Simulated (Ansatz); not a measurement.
## From BH3 to B(NH2)3: predicting a member

Gas-phase molecules. On one B centre, n of the H ligands are replaced by NH2. The HOMO–LUMO gap y in eV at wB97M-V/def2-TZVPP. Shapes: PBE0-D4/def2-TZVP. Programs: Ansatz 0.2.0.

| molecule | n | y (eV) |
| --- | --- | --- |
| BH3 | 0 | 12.28 |
| BH2(NH2) | 1 | 13.18 |
| BH(NH2)2 | 2 | ? |
| B(NH2)3 | 3 | 11.15 |

Problem. Fit y = c + s·n to the known rows and predict BH(NH2)2.

Solution. 
1. Means of the 3 rows: n = 1.33333, y = 12.203.
2. Σ(Δn)² = 4.6667, Σ(Δn·Δy) = -2.1833, so the slope is -2.1833/4.6667 = -0.46785.
3. Intercept: 12.203 − (-0.46785) × 1.33333 = 12.827. The largest residual of the fit is 0.82.
4. BH(NH2)2: 12.827 + (-0.46785) × 2 = 11.89 eV.

The run gave 11.62 eV, so the prediction is off by +0.27 eV, within the largest residual. The steps per swap are uneven (+0.90, -1.56, -0.47), so a line is a poor model. Other levels give for BH(NH2)2: BHLYP-D4/def2-TZVPP 9.81; PBE0-D4/def2-TZVPP 7.97 eV. Orbital gaps aren't excitation energies, and the LUMO depends on the basis. The series isn't monotonic at this level.

The first amino group widens the gap from 12.28 to 13.18 eV, whereas the second and third narrow it. This suggests a competition between two effects of π donation. In BH3 the LUMO is essentially the empty boron p orbital. One nitrogen lone pair mixes with it, pushing the acceptor level up as a B–N π* orbital and stabilising the donor as the π partner. With two amino groups, the lone pairs also form an out-of-phase combination that has a node at boron and so gains little from the empty orbital. This nearly nonbonding level probably becomes the HOMO and closes the gap, even though boron receives more π density overall. A third donor adds another such combination rather than a new type of frontier level, consistent with the smaller last step. The much smaller gaps from the two other functionals probably reflect their different treatment of exchange. The falling gap therefore doesn't imply weaker π donation or greater Lewis acidity; separate orbital energies would show which frontier level drives each step.
